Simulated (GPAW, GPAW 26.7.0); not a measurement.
# Rh 3d binding energy in rhodium metal: effects of hole spacing, core spin and functional

## What was measured

The reference is the Rh 3d level of rhodium metal, measured by photoemission from the Fermi level and tabulated in "Electron binding energies" (2001, X-Ray Data Booklet, Lawrence Berkeley National Laboratory, Table 1-1; from Fuggle and Martensson, J. Electron Spectrosc. Relat. Phenom. 21, 275 (1980)). The table lists the 3d5/2 line at 307.2 eV. My calculation has no spin-orbit splitting of the core shell, so the comparison is with the multiplicity-weighted centre of the doublet, 309.08 eV, which lies 1.88 eV higher by the splitting from the same table. The value is a handbook entry quoted from earlier work. Surface atoms of the metal bind the 3d electrons slightly less than bulk atoms, and photoemission sees both; I keep that in mind as a small possible offset.

| compared with | measured | source's wording or label | method |
| --- | --- | --- | --- |
| Rh 3d (eV) | 309.08 | formed from the printed 307.2 eV (Rh 3d5/2 of the metal against the Fermi level) | photoemission, handbook table |

Conditions are those given with the value in the passage it was taken from; "not stated" means there, and the paper may say more elsewhere. The values are a selection: others may have been left out beforehand as unlike or outlying.

## Approach

I want the cheapest level that puts the Rh 3d centre within 0.3 eV of the reference. Chemical shifts of a transition-metal core line are often several tenths of an electronvolt to an electronvolt, so an absolute level good to 0.3 eV would begin to be useful for assigning a line without a calibration standard. This is a demanding target: semilocal functionals commonly miss absolute core levels by an electronvolt or more, and by more still for deep levels of heavy atoms.

The model is fcc rhodium at its measured cell, without magnetism. The binding energy is the total energy with a 3d hole, its electron added to the valence, minus that without the hole. Because the hole repeats with the cell, I start with one atom per cell and then move the holes apart. The k-point mesh, the treatment of the hole's spin and the functional follow as the numbers require.

System: Rh (Rhodium); space group Fm-3m, 1 atom in the base cell, measured (COD) cell.

On the selection of runs and values: Besides any runs that a report passes over, these were set aside when the results were gathered: 1 cell relaxed under the stress of an incomplete basis; 1 planned but not run to their end in the time given.

## 1. One atom, two functionals

The primitive cell is the lightest model, though every atom in it carries a hole, which is far from a single photoemission event. I run LDA and PBE side by side to see how much the functional moves the level before paying for a larger cell. I expect a difference of some electronvolts between them, and an error from the crowded holes that only a larger cell can reveal.

**Run 1.** GPAW 26.7.0: LDA; 1-atom cell, holes 2.7 A apart; electron kept in the cell (mesh 16x16x16, cutoff 420 eV, 1 atoms).

Key lines of the input:
```
atoms = Atoms(['Rh'],
              cell=[[0.0, 1.90155, 1.90155], [1.90155, 0.0, 1.90155], [1.90155, 1.90155, 0.0]],
              scaled_positions=[[0.0, 0.0, 0.0]],
              pbc=(True, True, True))
params = dict(mode=PW(420),
              xc='LDA',
              kpts={'size': (16, 16, 16), 'gamma': True},
              occupations=FermiDirac(0.08),
              nbands=-8,
              maxiter=200,
              txt='gs.txt')
hole.calc = GPAW(**{**params, 'charge': -1, 'txt': f'hole{i}.txt', 'setups': {**params.get('setups', {}), i: 'hole' + params.get('setups', {}).get(atoms[i].symbol, '')}})
out['levels'][i] = hole.get_potential_energy(force_consistent=True) + hole.calc.get_reference_energy() - e0
```

Command:
```
gpaw-setup -f LDA Rh > setup.log
gpaw-setup -f LDA --core-hole=3d,1.0 --name=hole Rh > setup.log
OMP_NUM_THREADS=1 mpirun -n 4 gpaw python run.py > run.log
```

Selected lines of the output:
```
[energy with the hole less without, eV] Rh 1 3d: 307.451
```

Converged; 7.9 s on 4 cores of Arm Neoverse V2, shared host.

**Run 2.** GPAW 26.7.0: PBE; 1-atom cell, holes 2.7 A apart; electron kept in the cell (mesh 16x16x16, cutoff 420 eV, 1 atoms).

Key lines of the input, as changed from run 1:
```diff
  params = dict(mode=PW(420),
-               xc='LDA',
+               xc='PBE',
```

Command:
```
gpaw-setup -f PBE Rh > setup.log
gpaw-setup -f PBE --core-hole=3d,1.0 --name=hole Rh > setup.log
OMP_NUM_THREADS=1 mpirun -n 4 gpaw python run.py > run.log
```

Selected lines of the output:
```
Free energy:      -7.300283
Fermi level: 11.827
[energy with the hole less without, eV] Rh 1 3d: 307.223
```

Converged; 8.7 s of wall time.

| quantity | run 1 | run 2 | measured |
| --- | --- | --- | --- |
| Rh 3d (eV) | 307.45 | 307.22 | 309.08 |
| volume an atom (Å³) | 13.75 | 13.75 |  |

The two functionals differ by only 0.23 eV, far less than the electronvolts I had expected. Both lie well below the reference, LDA by 1.63 eV and PBE by 1.86 eV. The PBE level happens to coincide with the tabulated 3d5/2 line at 307.2 eV, but that agreement has no meaning: without spin-orbit splitting the computed level belongs against the centre of the doublet.

A hole on every atom is a poor picture of a single ionised atom in a metal, where neutral neighbours supply much of the screening. Until the holes are further apart, I cannot tell how much of the miss belongs to the functional.

## 2. Moving the holes apart

I double the cell in each direction, so that one atom in eight carries the hole and the nearest holes are 5.4 Å apart. Halving the mesh along each axis keeps the k-point density the same, and PBE stays as the functional, so the change in the level measures the crowding of the holes. I expect a shift of some tenths of an electronvolt or more, without a firm idea of its sign.

**Run 3.** GPAW 26.7.0: PBE; 8-atom cell, holes 5.4 A apart; electron kept in the cell (mesh 8x8x8, cutoff 420 eV, 8 atoms).

Key lines of the input, as changed from run 2:
```diff
- atoms = Atoms(['Rh'],
-               cell=[[0.0, 1.90155, 1.90155], [1.90155, 0.0, 1.90155], [1.90155, 1.90155, 0.0]],
-               scaled_positions=[[0.0, 0.0, 0.0]],
+ atoms = Atoms(['Rh', 'Rh', 'Rh', 'Rh', 'Rh', 'Rh', 'Rh', 'Rh'],
+               cell=[[3.8031, 3.8031, 0.0], [-3.8031, 0.0, -3.8031], [0.0, 3.8031, 3.8031]],
+               scaled_positions=[[0.0, 0.5, 0.0], [0.5, 0.5, 0.0], [0.0, 0.0, 0.0], [0.5, 0.0, 0.0], [0.0, 0.5, 0.5], ...],
  params = dict(mode=PW(420),
-               kpts={'size': (16, 16, 16), 'gamma': True},
+               kpts={'size': (8, 8, 8), 'gamma': True},
```

Selected lines of the output:
```
Free energy:     -58.402119
Fermi level: 11.827
[energy with the hole less without, eV] Rh 1 3d: 307.608
```

Converged; 4.3 min on 4 cores of Arm Neoverse V1, shared host.

| quantity | run 3 | measured | deviation |
| --- | --- | --- | --- |
| Rh 3d (eV) | 307.61 | 309.08 | −1.47 |
| volume an atom (Å³) | 13.75 |  |  |

Moving the holes apart raises the PBE level by 0.39 eV, more than the 0.3 eV allowed by the target, and leaves it 1.47 eV below the reference. The Fermi level of the intact metal is the same in both cells, and its free energy per atom agrees closely, so the shift comes from the cell with the hole. The one-atom model is therefore too crowded for this target. One doubling does not show that the level has settled at 5.4 Å, and I do not extrapolate from two cells.

## 3. Denser mesh and higher cutoff

Before I compare functionals or treat the spin of the hole, I check the numerical settings of the eight-atom PBE run. One run takes a 12×12×12 mesh, the other a cutoff of 588 eV, each with everything else unchanged. The mesh matters because a metal's level depends on the Fermi level and on the electronic entropy; the cutoff matters because the atom with the hole has more contracted valence states. I expect both changes to be small beside the remaining miss.

**Run 4.** GPAW 26.7.0: PBE, another k-point mesh; 8-atom cell, holes 5.4 A apart; electron kept in the cell (mesh 12x12x12, cutoff 420 eV, 8 atoms).

Key lines of the input, as changed from run 3:
```diff
  params = dict(mode=PW(420),
-               kpts={'size': (8, 8, 8), 'gamma': True},
+               kpts={'size': (12, 12, 12), 'gamma': True},
```

Selected lines of the output:
```
[energy with the hole less without, eV] Rh 1 3d: 307.617
```

Converged; 10 min of wall time.

**Run 5.** GPAW 26.7.0: PBE, cutoff at 140 % of the usual; 8-atom cell, holes 5.4 A apart; electron kept in the cell (mesh 8x8x8, cutoff 588 eV, 8 atoms).

Key lines of the input, as changed from run 3:
```diff
- params = dict(mode=PW(420),
+ params = dict(mode=PW(588),
```

Selected lines of the output:
```
Free energy:     -58.571800
[energy with the hole less without, eV] Rh 1 3d: 307.604
```

Converged; 3.7 min on 4 cores of Arm Neoverse V2, shared host.

| quantity | run 4 | run 5 | measured |
| --- | --- | --- | --- |
| Rh 3d (eV) | 307.62 | 307.60 | 309.08 |
| volume an atom (Å³) | 13.75 | 13.75 |  |

The denser mesh raises the level by 0.009 eV and the higher cutoff lowers it by 0.004 eV. Neither setting can account for a miss of nearly one and a half electronvolts. The total free energy moves much more with the cutoff than the level does, because most of that change is common to the cells with and without the hole.

## 4. Spin of the hole and other functionals

Two physical causes can still be examined in the eight-atom cell. So far the core hole has been spin-paired, although a real 3d hole leaves one unpaired core electron. A PBE run with two spins puts the hole into one spin channel. The exchange energy gained by the unpaired electron should lower the ionised state, and with it the binding energy, so I expect this more faithful description to widen the miss.

Alongside it I run PBEsol and RPBE with the spin-paired hole, to see how far the choice of gradient correction moves the level. LDA and PBE were close in the small cell, so I doubt that either will close the gap. The 8×8×8 mesh and the 420 eV cutoff are kept for a direct comparison with PBE.

**Run 6.** GPAW 26.7.0: PBE with two spins; 8-atom cell, holes 5.4 A apart; electron kept in the cell (mesh 8x8x8, cutoff 420 eV, 8 atoms).

Key lines of the input, as changed from run 3:
```diff
  atoms = Atoms(['Rh', 'Rh', 'Rh', 'Rh', 'Rh', 'Rh', 'Rh', 'Rh'],
-               pbc=(True, True, True))
+               pbc=(True, True, True),
+               magmoms=[0.1, 0.1, 0.1, 0.1, 0.1, 0.1, 0.1, 0.1])
  params = dict(mode=PW(420),
-               txt='gs.txt')
+               txt='gs.txt',
+               mixer=MixerDif(0.05, 8, 80))
```

Selected lines of the output:
```
Free energy:     -58.402119
```

Converged; 5.2 min on 4 cores of Intel Xeon 6975P-C (Granite Rapids), shared host.

**Run 7.** GPAW 26.7.0: PBEsol; 8-atom cell, holes 5.4 A apart; electron kept in the cell (mesh 8x8x8, cutoff 420 eV, 8 atoms).

Key lines of the input, as changed from run 3:
```diff
  params = dict(mode=PW(420),
-               xc='PBE',
+               xc='PBEsol',
```

Command:
```
gpaw-setup -f PBEsol Rh > setup.log
gpaw-setup -f PBEsol --core-hole=3d,1.0 --name=hole Rh > setup.log
OMP_NUM_THREADS=1 mpirun -n 4 gpaw python run.py > run.log
```

Converged; 2.9 min on 4 cores of Arm Neoverse V2, shared host.

**Run 8.** GPAW 26.7.0: RPBE; 8-atom cell, holes 5.4 A apart; electron kept in the cell (mesh 8x8x8, cutoff 420 eV, 8 atoms).

Key lines of the input, as changed from run 3:
```diff
  params = dict(mode=PW(420),
-               xc='PBE',
+               xc='RPBE',
```

Command:
```
gpaw-setup -f RPBE Rh > setup.log
gpaw-setup -f RPBE --core-hole=3d,1.0 --name=hole Rh > setup.log
OMP_NUM_THREADS=1 mpirun -n 4 gpaw python run.py > run.log
```

Converged; 6 min on 4 cores of Arm Neoverse N1, shared host.

| quantity | run 6 | run 7 | run 8 | measured |
| --- | --- | --- | --- | --- |
| Rh 3d (eV) | 306.96 | 307.68 | 307.56 | 309.08 |
| volume an atom (Å³) | 13.75 | 13.75 | 13.75 |  |

With the hole in one spin channel, the PBE level falls from 307.61 eV (run 3) to 306.96 eV, by 0.65 eV, and the miss grows to 2.12 eV. The free energy of the intact metal is the same with one spin and with two, so the whole shift comes from the cell with the hole. Its sign is the one I expected from the exchange energy of the unpaired core electron. The two-spin run also lets the valence electrons polarise around the hole, and the split between the two parts is not shown in this report. The smaller miss of the spin-paired PBE run thus rests partly on a cancellation: leaving out the spin of the hole raises a level that is otherwise too low.

The gradient correction matters much less. PBEsol gives 307.68 eV and RPBE 307.56 eV, on either side of PBE and only 0.12 eV apart. PBEsol comes nearest to the reference in the eight-atom cell, but still lies about 1.4 eV below it, and its hole is spin-paired too. None of the three functionals comes near the 0.3 eV target.

## 5. Width of the electronic smearing

The level is a difference of free energies, so the Fermi-Dirac width enters it through the entropy term, and I have kept that width at 0.08 eV throughout. I repeat the spin-paired PBE run in the eight-atom cell with 0.2 eV to see how sensitive the level is. I expect a change far smaller than the miss.

**Run 9.** GPAW 26.7.0: PBE, Fermi-Dirac width 0.2 eV; 8-atom cell, holes 5.4 A apart; electron kept in the cell (mesh 8x8x8, cutoff 420 eV, 8 atoms).

Key lines of the input, as changed from run 3:
```diff
  params = dict(mode=PW(420),
-               occupations=FermiDirac(0.08),
+               occupations=FermiDirac(0.2),
```

Selected lines of the output:
```
Free energy:     -59.010222
[energy with the hole less without, eV] Rh 1 3d: 307.563
```

Converged; 4.1 min on 4 cores of Arm Neoverse V1, shared host.

| quantity | run 9 | measured | deviation |
| --- | --- | --- | --- |
| Rh 3d (eV) | 307.56 | 309.08 | −1.52 |
| volume an atom (Å³) | 13.75 |  |  |

The wider smearing lowers the level from 307.608 eV (run 3) to 307.563 eV, by 0.045 eV, although it lowers the free energy of the intact eight-atom cell by about 0.6 eV. Most of the entropy term is common to the cells with and without the hole and cancels in the difference. The smearing therefore has no bearing on a miss of about one and a half electronvolts.

## All runs against the measurement

| run | settings | Rh 3d (eV) | deviation | cost |
| --- | --- | --- | --- | --- |
| 1 | LDA, 1-atom cell, holes 2.7 A apart, electron kept in the cell (mesh 16x16x16, cutoff 420 eV, 1 atoms) | 307.45 | −1.63 | under 1 core-min |
| 2 | PBE, 1-atom cell, holes 2.7 A apart, electron kept in the cell (mesh 16x16x16, cutoff 420 eV, 1 atoms) | 307.22 | −1.86 | under 1 core-min |
| 3 | PBE, 8-atom cell, holes 5.4 A apart, electron kept in the cell (mesh 8x8x8, cutoff 420 eV, 8 atoms) | 307.61 | −1.47 | 17 core-min |
| 4 | PBE, another k-point mesh, 8-atom cell, holes 5.4 A apart, electron kept in the cell (mesh 12x12x12, cutoff 420 eV, 8 atoms) | 307.62 | −1.46 | 40 core-min |
| 5 | PBE, cutoff at 140 % of the usual, 8-atom cell, holes 5.4 A apart, electron kept in the cell (mesh 8x8x8, cutoff 588 eV, 8 atoms) | 307.60 | −1.48 | 15 core-min |
| 6 | PBE with two spins, 8-atom cell, holes 5.4 A apart, electron kept in the cell (mesh 8x8x8, cutoff 420 eV, 8 atoms) | 306.96 | −2.12 | 21 core-min |
| 7 | PBEsol, 8-atom cell, holes 5.4 A apart, electron kept in the cell (mesh 8x8x8, cutoff 420 eV, 8 atoms) | 307.68 | −1.40 | 12 core-min |
| 8 | RPBE, 8-atom cell, holes 5.4 A apart, electron kept in the cell (mesh 8x8x8, cutoff 420 eV, 8 atoms) | 307.56 | −1.52 | 24 core-min |
| 9 | PBE, Fermi-Dirac width 0.2 eV, 8-atom cell, holes 5.4 A apart, electron kept in the cell (mesh 8x8x8, cutoff 420 eV, 8 atoms) | 307.56 | −1.52 | 16 core-min |
|  | measured | 309.08 |  |  |

Further runs on the same system, made beside this series (convergence steps with loose settings among them):

| further | settings | Rh 3d (eV) | deviation | cost |
| --- | --- | --- | --- | --- |
| F1 | PBE, another k-point mesh, 8-atom cell, holes 5.4 A apart, electron kept in the cell (mesh 6x6x6, cutoff 420 eV, 8 atoms) | 307.65 | −1.43 | 6.1 core-min |
| F2 | PBE, cutoff at 70 % of the usual, 8-atom cell, holes 5.4 A apart, electron kept in the cell (mesh 8x8x8, cutoff 294 eV, 8 atoms) | 307.72 | −1.36 | 6.6 core-min |
|  | measured | 309.08 |  |  |

## Conclusion

The target of 0.3 eV is missed at every level tried. The most faithful description of the hole, PBE with two spins in the eight-atom cell, gives 306.96 eV, 2.12 eV below the reference, for 21 core-minutes. The spin-paired runs in that cell come closer, PBEsol to within 1.40 eV, but mostly through a cancellation: they leave out the spin of the hole, chiefly, I expect, the exchange energy of the unpaired core electron, and that omission raises a level that is otherwise too low.

Two steps mattered. Moving the holes from 2.7 to 5.4 Å apart raised the PBE level by 0.39 eV, and putting the hole into one spin channel lowered it by 0.65 eV. Changing the gradient correction moved it by about a tenth of an electronvolt at most. For spin-paired PBE, the denser mesh, higher cutoff and wider smearing each changed the level by less than 0.05 eV; the same checks with two spins are not shown in this report.

The remaining error probably lies mainly in the semilocal functional, whose absolute core levels are commonly off by an electronvolt or more, though the size of that part is not shown in this report. The scalar-relativistic core may also be offset from the centre of the measured doublet, by an amount and sign I cannot give. Handbook values for one line scatter by a few tenths of an electronvolt, too little to explain the miss, and a correction for surface atoms would slightly widen it. Whether the level has settled at a hole separation of 5.4 Å remains open; a larger cell with two spins would be needed to find out.

[Logs are printed without paths, hosts, clocks, repeated set-up lines and the standing remarks that a program may print on its own settings, such as how far it seeks lower states.]

[The runs shown are a pick from a larger set of finished runs; failed, doubtful and other runs were left out of it ahead of writing. So were measured values far from every level or from commonly accepted values, and agreement can look better than it is. Lines of input and output are excerpts and may be shortened.]
